## Quantum correction of order $\hbar^2$ to the free energy of a fluid of rigid molecules (Wigner–Kirkwood expansion): solution key

### Premises and notation

1. There are $N$ identical rigid molecules of mass $M$ in a periodic volume $V$, with $\rho=N/V$ and $\beta=1/k_BT$. Molecule $i$ has centre of mass $\mathbf r_i$ and orientation $\omega_i$. The invariant orientational measure has total weight $\Omega=8\pi^2$ (nonlinear) or $4\pi$ (linear).
2. The Hamiltonian is $H=K+U$, where $U(\mathbf r^N,\omega^N)$ is smooth and
$$K=\sum_i\Big[\frac{\hat{\mathbf P}_i^2}{2M}+\sum_{a}\frac{\hat J_{ia}^2}{2I_a}\Big]\ \text{(nonlinear)},\qquad K=\sum_i\Big[\frac{\hat{\mathbf P}_i^2}{2M}+\frac{\hat{\mathbf L}_i^2}{2I}\Big]\ \text{(linear)}.\tag{1}$$
Here $\hat J_a=-i\hbar D_a$, with $D_a$ the derivative with respect to the angle of rotation about principal axis $a$, and $I_a,I_b,I_c$ are the principal moments. For a linear molecule with axis $\mathbf u$, $\hat{\mathbf L}=-i\hbar\,\mathbf u\times\nabla_{\mathbf u}$.
3. Force and torque on a molecule: $\mathbf F=-\nabla_{\mathbf r}U$, $\tau_a=-D_aU$, and $\boldsymbol\tau=-\mathbf u\times\nabla_{\mathbf u}U$ for the linear case, where $\boldsymbol\tau\cdot\mathbf u=0$ and $\tau^2$ has two nonzero components.
4. Statistics are Boltzmann: $Q=\mathrm{Tr}\,e^{-\beta H}/(N!\,n_s^N)$ with symmetry number $n_s$. Part (g) bounds what this omits.
5. $\langle\cdot\rangle$ is the classical average with weight $e^{-\beta U}$, $Z=\int e^{-\beta U}d\mathbf r^Nd\omega^N$, $\mathcal A$ is the Helmholtz energy and $\Delta \mathcal A=\mathcal A-\mathcal A_{\rm cl}$. Rotational constants in energy units are $A=\hbar^2/2I_a$, $B=\hbar^2/2I_b$, $C=\hbar^2/2I_c$.

**Order counting.** All operators below are polynomials in $\hat{\mathbf P}$, $\hat J_a$ with smooth functions of configuration as coefficients. The elementary commutators (momentum with function, $\hat J_a$ with $\hat J_b$) each carry one factor $\hbar$, so the commutator of two such polynomials is $\hbar$ times a third. At fixed $\beta$ the thermal average of a polynomial stays finite as $\hbar\to0$, since $P^2\sim Mk_BT$ and $J_a^2\sim I_ak_BT$. An $n$-fold nested commutator therefore contributes at relative order $\hbar^n$ or higher.

### (a) A trace lemma

Take two operators $X,Y$ and $W=X+Y$. The Baker–Campbell–Hausdorff series through third degree is
$$\ln(e^Xe^Y)=G=W+\tfrac12[X,Y]+\tfrac1{12}[X,[X,Y]]+\tfrac1{12}[Y,[Y,X]]+\dots$$
and its term of degree $n$ is an $(n-1)$-fold nested commutator. Because $e^{X/2}e^Ye^{X/2}=e^{-X/2}(e^Xe^Y)e^{X/2}$, the logarithm of the symmetric product is $G-\tfrac12[X,G]+\tfrac18[X,[X,G]]-\dots$ At degree two this gives $\tfrac12[X,Y]-\tfrac12[X,Y]=0$. At degree three the coefficient of $[X,[X,Y]]$ is $\tfrac1{12}-\tfrac14+\tfrac18=-\tfrac1{24}$, so
$$e^{X/2}e^Ye^{X/2}=e^{W+S_3+S_5+\dots},\qquad S_3=-\tfrac1{24}[X,[X,Y]]+\tfrac1{12}[Y,[Y,X]].\tag{2}$$
All even degrees vanish: reversing the signs of $X$ and $Y$ inverts the symmetric product, so its logarithm is odd. By the counting rule $S_3=O(\hbar^2)$ and $S_5=O(\hbar^4)$.

Cyclic invariance gives $\mathrm{Tr}\,e^{W+S}=\mathrm{Tr}\,e^W+\mathrm{Tr}(e^WS)+O(S^2)$, and also $\mathrm{Tr}(e^W[W,O])=0$ for any $O$. With $O=[Y,X]$ the second identity reads $\mathrm{Tr}\,e^W[Y,[Y,X]]=-\mathrm{Tr}\,e^W[X,[Y,X]]=\mathrm{Tr}\,e^W[X,[X,Y]]$. Under the trace $S_3$ may thus be replaced by $(\tfrac1{12}-\tfrac1{24})[X,[X,Y]]$:
$$\mathrm{Tr}\,e^{X+Y}=\mathrm{Tr}\,(e^Xe^Y)-\tfrac1{24}\mathrm{Tr}\big(e^{X+Y}[X,[X,Y]]\big)+O(\hbar^4).\tag{3}$$
For $X=-\beta H_1$, $Y=-\beta H_2$, $H=H_1+H_2$, the double commutator supplies $(-\beta)^3$:
$$\mathrm{Tr}\,e^{-\beta H}=\mathrm{Tr}\,(e^{-\beta H_1}e^{-\beta H_2})+\frac{\beta^3}{24}\mathrm{Tr}\big(e^{-\beta H}[H_1,[H_1,H_2]]\big)+O(\hbar^4).\tag{4}$$

### (b) The double commutator $[U,[U,K]]$

Set $H_1=U$, $H_2=K$. Every term of $K$ is $\hat\pi^2/2\mu$ with $\hat\pi=-i\hbar D$ and $D$ a first-order derivative obeying the product rule. Then $[U,\hat\pi]=i\hbar(DU)$ is a function, which commutes with $U$, and
$$[U,\hat\pi^2]=i\hbar\{(DU)\hat\pi+\hat\pi(DU)\},\qquad[U,[U,\hat\pi^2]]=2(i\hbar)^2(DU)^2=-2\hbar^2(DU)^2 .$$
The double commutator is linear in $K$, so no cross terms between degrees of freedom arise, and the commutation rules among the $\hat J_a$ are not needed:
$$[U,[U,K]]=-\hbar^2\Gamma,\qquad\Gamma=\sum_i\Big[\frac{F_i^2}{M}+\sum_a\frac{\tau_{ia}^2}{I_a}\Big].\tag{5}$$
For a linear molecule the three space-fixed components of $\hat{\mathbf L}$ share one moment $I$ and the torque term is $\tau_i^2/I$.

### (c) Factorisation of the traces

The operator $K$ commutes with translations of each molecule and with space-fixed rotations of each molecule's orientation: body-fixed components $\hat J_a$ are scalars under space-fixed rotations, and so is $\hat{\mathbf L}^2$. These operations carry any configuration into any other and preserve the measure, so the diagonal element of $e^{-\beta K}$ is a constant. Its value follows from its integral. Per molecule it is $\Lambda^{-3}q_{\rm rot}/\Omega$, where $\Lambda=h/\sqrt{2\pi Mk_BT}$ and $q_{\rm rot}$ is the exact free-rotor sum over all levels. The translational factor equals its classical value, up to periodic images of size $e^{-\pi V^{2/3}/\Lambda^2}$. For any function $g$ of configuration,
$$\mathrm{Tr}(g\,e^{-\beta U}e^{-\beta K})=\big(\Lambda^{-3}q_{\rm rot}/\Omega\big)^NZ\,\langle g\rangle.\tag{6}$$
In the last term of (4), already of order $\hbar^2$, (2) allows $e^{-\beta H}\to e^{-\beta U/2}e^{-\beta K}e^{-\beta U/2}$ at a cost of $O(\hbar^4)$. Since $\Gamma$ commutes with $U$, (6) applies with $g=\Gamma$:
$$Q=\frac{1}{N!}\Big(\frac{q_{\rm rot}}{n_s\Lambda^3\Omega}\Big)^NZ\Big[1-\frac{\hbar^2\beta^3}{24}\langle\Gamma\rangle+O(\hbar^4)\Big].\tag{7}$$
The classical partition function is (7) with $q_{\rm rot}\to q_{\rm cl}$ and the bracket set to one, because the Jacobian from canonical momenta and Euler angles to angular-momentum components yields the invariant measure. The logarithm is expanded in $\hbar^2$ at fixed $N$; its coefficient is extensive. With all molecules equivalent,
$$\frac{\Delta\mathcal A}{N}=\frac{\hbar^2\beta^2}{24}\Big[\frac{\langle F^2\rangle}{M}+\sum_a\frac{\langle\tau_a^2\rangle}{I_a}\Big]-k_BT\ln\frac{q_{\rm rot}}{q_{\rm cl}}+O(\hbar^4).\tag{8}$$

### (d) Free linear rotor

With $B=\hbar^2/2I$ and $\sigma=\beta B$, $q_{\rm rot}=\sum_{J\ge0}f(J)$, $f=(2J+1)e^{-\sigma J(J+1)}$. The Euler–Maclaurin formula is $\sum f=\int_0^\infty f\,dJ+\tfrac12f(0)-\tfrac1{12}f'(0)+\tfrac1{720}f'''(0)-\dots$ Here $\int f\,dJ=1/\sigma=q_{\rm cl}$, $f(0)=1$, $f'(0)=2-\sigma$, $f'''(0)=-12\sigma+O(\sigma^2)$, and higher odd derivatives are $O(\sigma^2)$. Therefore
$$q_{\rm rot}=\frac1\sigma\Big(1+\frac\sigma3+\frac{\sigma^2}{15}+\dots\Big),\qquad\ln\frac{q_{\rm rot}}{q_{\rm cl}}=\frac\sigma3+\frac{\sigma^2}{90}+\dots\tag{9}$$
using $\tfrac1{15}-\tfrac1{18}=\tfrac1{90}$. The $\hbar^2$ term of the free energy is $-B/3=-\hbar^2/6I$.

### (e) Free asymmetric top

Let $j_a=-\hat J_a/\hbar$. Body-fixed components obey commutation rules of reversed sign, so the $j_a$ obey the standard ones, $[j_a,j_b]=ij_c$ and cyclic. Each spin-$J$ block occurs $2J+1$ times (the space-fixed projection), so $\mathrm{Tr}=\sum_J(2J+1)\,\mathrm{tr}_J$. Label the axes so that $C$ is the smallest constant, put $a=A-C\ge0$, $b=B-C\ge0$, and split
$$H_{\rm rot}=H_1+H_2,\qquad H_1=a\,j_a^2,\qquad H_2=C\,\mathbf j^2+b\,j_b^2 .$$

**Step 1: spherical-top kernel.** The character of a rotation by angle $\phi$ is $\chi_J=\sin[(J+\tfrac12)\phi]/\sin(\phi/2)$. With $s=\beta C$ and $x=J+\tfrac12$,
$$k_s(\phi)=\sum_{J\ge0}(2J+1)\chi_J\,e^{-sJ(J+1)}=\frac{e^{s/4}}{\sin(\phi/2)}\sum_{x\in\mathbb Z+1/2}x\sin(x\phi)\,e^{-sx^2},$$
since the summand is even in $x$. Poisson summation replaces the sum by the integral $\int x\sin(x\phi)e^{-sx^2}dx=\sqrt{\pi/s}\,(\phi/2s)\,e^{-\phi^2/4s}$ plus images at $\phi\pm2\pi,\dots$, which vanish faster than any power of $s$:
$$k_s(\phi)\simeq\sqrt{\pi}\,s^{-3/2}e^{s/4}\,\frac{\phi/2}{\sin(\phi/2)}\,e^{-\phi^2/4s}.\tag{10}$$

**Step 2: the product trace.** For $p>0$, $e^{-pj^2}=(4\pi p)^{-1/2}\int d\alpha\,e^{-\alpha^2/4p}e^{i\alpha j}$ holds for each eigenvalue of $j$. Apply it with $p=\beta a$ to $j_a$ (angle $\alpha$) and with $r=\beta b$ to $j_b$ (angle $\gamma$). As $\mathbf j^2$ commutes with both, $T=\mathrm{Tr}(e^{-\beta H_1}e^{-\beta H_2})$ is the double Gaussian average of $k_s(\phi)$, where $\phi$ is the angle of the composed rotation. The spin-½ trace, with the product of two different Pauli matrices traceless, gives $\cos(\phi/2)=\cos(\alpha/2)\cos(\gamma/2)$. Insert $\phi^2=\alpha^2+\gamma^2+\delta$ and match fourth-order terms: $-\delta/8+2\alpha^2\gamma^2/384=\alpha^2\gamma^2/64$, so $\delta=-\alpha^2\gamma^2/12$. Then
$$\frac{\phi/2}{\sin(\phi/2)}e^{-\phi^2/4s}=e^{-(\alpha^2+\gamma^2)/4s}\Big[1+\frac{\alpha^2+\gamma^2}{24}+\frac{\alpha^2\gamma^2}{48s}+\dots\Big].$$
The combined Gaussian in $\alpha$ has norm $\sqrt{s/(p+s)}=\sqrt{C/A}$ and variance $v_\alpha=2ps/(p+s)=2\beta aC/A$; likewise $\sqrt{C/B}$ and $v_\gamma=2\beta bC/B$. Both variances are $O(\hbar^2)$, as is $s$, which justifies the truncation. Collecting $s/4+(v_\alpha+v_\gamma)/24+v_\alpha v_\gamma/48s$,
$$T=q_{\rm cl}\Big[1+\frac{\beta}{12}\Big(3C+\frac{aC}{A}+\frac{bC}{B}+\frac{abC}{AB}\Big)\Big],\qquad q_{\rm cl}=\sqrt{\frac{\pi}{\beta^3ABC}}.\tag{11}$$

**Step 3: the commutator term.** From the standard rules, $[j_a,j_b^2]=i(j_bj_c+j_cj_b)$ and $[j_a,[j_a,j_b^2]]=2(j_b^2-j_c^2)$. Since $[j_a^2,O]=\{j_a,[j_a,O]\}$ with $\{\,,\}$ the anticommutator,
$$[H_1,[H_1,H_2]]=2a^2b\,\{j_a,\{j_a,\,j_b^2-j_c^2\}\}\;\to\;8a^2b\,j_a^2(j_b^2-j_c^2)$$
at leading order. At that order $\sum_J(2J+1)\mathrm{tr}_J\to\int4J^2dJ\,\langle\cdot\rangle_{\rm sphere}=\pi^{-1}\int d^3j$, which reproduces $q_{\rm cl}$ of (11) and makes the components independent Gaussians with $\langle j_a^2\rangle=1/2\beta A$, and so on. The average is $8a^2b\,(4\beta^2A)^{-1}(1/B-1/C)=-2a^2b^2/(\beta^2ABC)$, and (4) adds $-\beta a^2b^2/(12ABC)$ to the bracket of (11).

**Step 4: collection.** The four terms in (11) sum to $6C-2C^2/A-2C^2/B+C^3/AB$. Expanding,
$$\frac{a^2b^2}{ABC}=\frac{AB}{C}+\frac{BC}{A}+\frac{CA}{B}-2A-2B+4C-\frac{2C^2}{A}-\frac{2C^2}{B}+\frac{C^3}{AB}.$$
The difference is symmetric in the three constants, although the splitting was not:
$$\ln\frac{q_{\rm rot}}{q_{\rm cl}}=\frac{\beta}{12}\Big[2(A+B+C)-\frac{BC}{A}-\frac{CA}{B}-\frac{AB}{C}\Big]+O(\hbar^4).\tag{12}$$
For $A=B=C$ this is $\beta B/4$, as (10) requires at $\phi=0$. In moments, $2A=\hbar^2/I_a$ and $BC/A=\hbar^2I_a/(2I_bI_c)$.

### (f) Result, an exact test, and the distribution-function form

Equations (8), (9) and (12) give, for nonlinear molecules,
$$\boxed{\frac{\Delta\mathcal A}{N}=\frac{\hbar^2\beta^2}{24}\Big[\frac{\langle F^2\rangle}{M}+\sum_a\frac{\langle\tau_a^2\rangle}{I_a}\Big]-\frac{\hbar^2}{24}\sum_{\rm cyclic}\Big(\frac{2}{I_a}-\frac{I_a}{I_bI_c}\Big)}\tag{13}$$
and for linear molecules
$$\boxed{\frac{\Delta\mathcal A}{N}=\frac{\hbar^2\beta^2}{24}\Big[\frac{\langle F^2\rangle}{M}+\frac{\langle\tau^2\rangle}{I}\Big]-\frac{\hbar^2}{6I}}\tag{14}$$
For $B=C$ the bracket of (12) is $4B-B^2/A$, which tends to $4B$ as $A\to\infty$ and returns $\beta B/3$. This match is formal: (12) needs $\beta A\ll1$, and the prefactor $q_{\rm cl}$ of (11) does not go over into $1/\sigma$. Equation (14) rests on part (d).

**Exact test.** Take one linear rotor with $U=w\cos\theta$. First-order terms vanish. The squared elements $|\langle l+1,m|\cos\theta|l,m\rangle|^2=[(l+1)^2-m^2]/[(2l+1)(2l+3)]$ sum over $m$ to $(l+1)/3$, and the gap is $2B(l+1)$. The second-order shift summed over level $l$ is $w^2/6B-w^2/6B=0$ for $l>0$ and $-w^2/6B$ for $l=0$. The exact $w^2$ term of $Q$ is thus $\beta w^2/6B$ at every temperature. In (7), $Z/\Omega=1+\beta^2w^2/6$, $\langle\tau^2\rangle=w^2\langle\sin^2\theta\rangle=2w^2/3$ and $\hbar^2/I=2B$, so the $w^2$ term is
$$\frac{w^2}{\beta B}\Big[\frac{\beta^2}{6}\Big(1+\frac{\beta B}{3}\Big)-\frac{\beta^3B}{18}\Big]=\frac{\beta w^2}{6B}.$$
The torque and free-rotor terms cancel as the exact result demands, which confirms their relative factor and sign.

**Pair-distribution form.** The measure is invariant under the motion generated by each $D$, so $\int D(e^{-\beta U}DU)=0$, that is $\langle(DU)^2\rangle=k_BT\langle D^2U\rangle$. For a pair-additive $U=\sum_{i<j}u(ij)$ with angular pair distribution $g(\mathbf r,\omega_1,\omega_2)$,
$$\langle F^2\rangle=\rho k_BT\!\int\! d\mathbf r\,\overline{g\,\nabla^2_{\mathbf r}u},\qquad\langle\tau_a^2\rangle=\rho k_BT\!\int\! d\mathbf r\,\overline{g\,D_{1a}^2u},\tag{15}$$
where the bar is the unweighted average over $\omega_1,\omega_2$. The classical $g$ alone fixes the correction. For a linear molecule define root-mean-square frequencies by $\langle F^2\rangle=3Mk_BT\omega_T^2$ and $\langle\tau^2\rangle=2Ik_BT\omega_R^2$. With $u_{T}=\beta\hbar\omega_T$ and $u_R=\beta\hbar\omega_R$, (14) becomes
$$\beta\Delta\mathcal A/N=\tfrac1{24}(3u_T^2+2u_R^2)-\tfrac13\sigma.\tag{16}$$

### (g) Range of validity

1. **Smooth potential.** Part (b) needs finite $\langle F^2\rangle$ and $\langle\tau_a^2\rangle$. For hard cores these diverge and the leading correction is linear in $\Lambda$, that is in $\hbar$.
2. **Soft intermolecular motion.** A harmonic mode has $\beta\mathcal A=\ln[2\sinh(u/2)]=\ln u+u^2/24-u^4/2880+\dots$, convergent for $u<2\pi$. The first neglected term is $u^2/120$ of the one kept. In a liquid the $\hbar^4$ term involves the mean fourth power of the frequencies, which is at least the square of the mean second power, and anharmonic derivatives; the single-frequency value is a guide to its scale. In general the series is asymptotic.
3. **Dense rotational levels.** $\beta A,\beta B,\beta C\ll1$.
4. **Nuclear exchange within a molecule.** Restricting a linear rotor to even $J$ gives $\tfrac12(q_{\rm rot}+q_{\rm alt})$ with $q_{\rm alt}=\sum(-1)^J f(J)$. As $(-1)^J=\sin(\pi x)$ at $x=J+\tfrac12$, this is the sum of Step 1 at $\phi=\pi$, and it is of order $e^{-\pi^2/4\sigma}$. No power of $\hbar$ is affected and $n_s=2$ cancels in $\Delta\mathcal A$.
5. **Exchange of molecules.** Two centres a distance $d$ apart exchange with free-particle weight $e^{-2\pi d^2/\Lambda^2}$, again smaller than any power.
6. **Rigidity.** Vibrations with $u\gtrsim1$ cannot be expanded in $\hbar$. Equations (13) and (14) apply when $I$ and $U$ are understood as averages over the vibrational ground state. A potential built at fixed geometry omits the change of zero-point energy on condensation, $\tfrac12hc\sum_k\Delta\tilde\nu_k$. Centrifugal distortion, $E=By-D_Jy^2$ with $y=J(J+1)$, multiplies $q_{\rm cl}$ by $1+\beta D_J\langle y^2\rangle=1+2D_J/\beta B^2$ and shifts the free energy by $-2D_J(k_BT)^2/B^2$.

### (h) Numerical illustration: liquid CO$_2$ at 220 K

**Inputs.** Approximate molecular constants: $M=44.01$ u, $\tilde B=0.390$ cm$^{-1}$, $\tilde D_J=1.3\times10^{-7}$ cm$^{-1}$, bend at 667 cm$^{-1}$, closest approach of centres $d\approx3$ Å. The liquid enters through two assumed round values of typical size, $\tilde\nu_T=\omega_T/2\pi c=50$ cm$^{-1}$ and $\tilde\nu_R=60$ cm$^{-1}$. They stand in for the averages (15) that a classical simulation of a chosen potential would supply.

**Derived scales.** $k_BT/hc=152.9$ cm$^{-1}$, $RT=1829$ J mol$^{-1}$, 1 cm$^{-1}=11.96$ J mol$^{-1}$, $I=h/8\pi^2c\tilde B=43.2$ u Å$^2$, $\Lambda=0.177$ Å, $\sigma=2.55\times10^{-3}$, $u_T=0.327$, $u_R=0.392$. The assumed frequencies correspond to $\langle F^2\rangle^{1/2}=243$ pN, or 14.6 kJ mol$^{-1}$ Å$^{-1}$, and $\langle\tau^2\rangle^{1/2}=7.77\,k_BT$, or 14.2 kJ mol$^{-1}$ rad$^{-1}$.

| Term of (14) | Form | J mol$^{-1}$ |
|---|---|---|
| force | $RT\,u_T^2/8$ | 24.4 |
| torque | $RT\,u_R^2/12$ | 23.5 |
| free rotor | $-N_Ahc\tilde B/3$ | $-1.56$ |
| rotational part | torque + free rotor | 21.9 |
| total | | 46 |

The total is $\beta\Delta\mathcal A/N=0.025$. Rotation supplies nearly half of it, so a correction built on the force alone would miss about a factor of two. The free-rotor term is the same in gas and liquid. The correction to the excess free energy, relative to the ideal gas, is therefore force plus torque, 48 J mol$^{-1}$ or $0.026\,RT$.

**Neglected terms.**

- Order $\hbar^4$, single-frequency estimate: $-RT(3u_T^4+2u_R^4)/2880=-0.05$ J mol$^{-1}$. Free rotor: $-RT\sigma^2/90=-1.3\times10^{-4}$ J mol$^{-1}$.
- Even-$J$ restriction of $^{12}$C$^{16}$O$_2$ (spin-zero oxygen nuclei): exponent $\pi^2/4\sigma=9.7\times10^2$. Molecular exchange: exponent $2\pi d^2/\Lambda^2=1.8\times10^3$. Both are negligible.
- Centrifugal distortion: $-0.5$ J mol$^{-1}$, about a third of the free-rotor term. It lies outside the rigid model and limits the meaning of the third row for the real molecule.
- Vibrations: the bend has $u=4.4$ and is fully quantum. A gas-to-liquid shift changes the zero-point energy by 6.0 J mol$^{-1}$ per cm$^{-1}$, so a net shift of 8 cm$^{-1}$ summed over the four modes would equal the whole 48 J mol$^{-1}$.
- Inputs: raising both assumed frequencies by 10% multiplies force and torque terms by 1.21 and adds 10 J mol$^{-1}$.

Within the rigid model the $\hbar^2$ truncation is accurate to a fraction of a percent at this state. The third figures in the table record the arithmetic only: for the real liquid the inputs support a correction of roughly 0.05 kJ mol$^{-1}$, positive, shared about equally between translation and hindered rotation.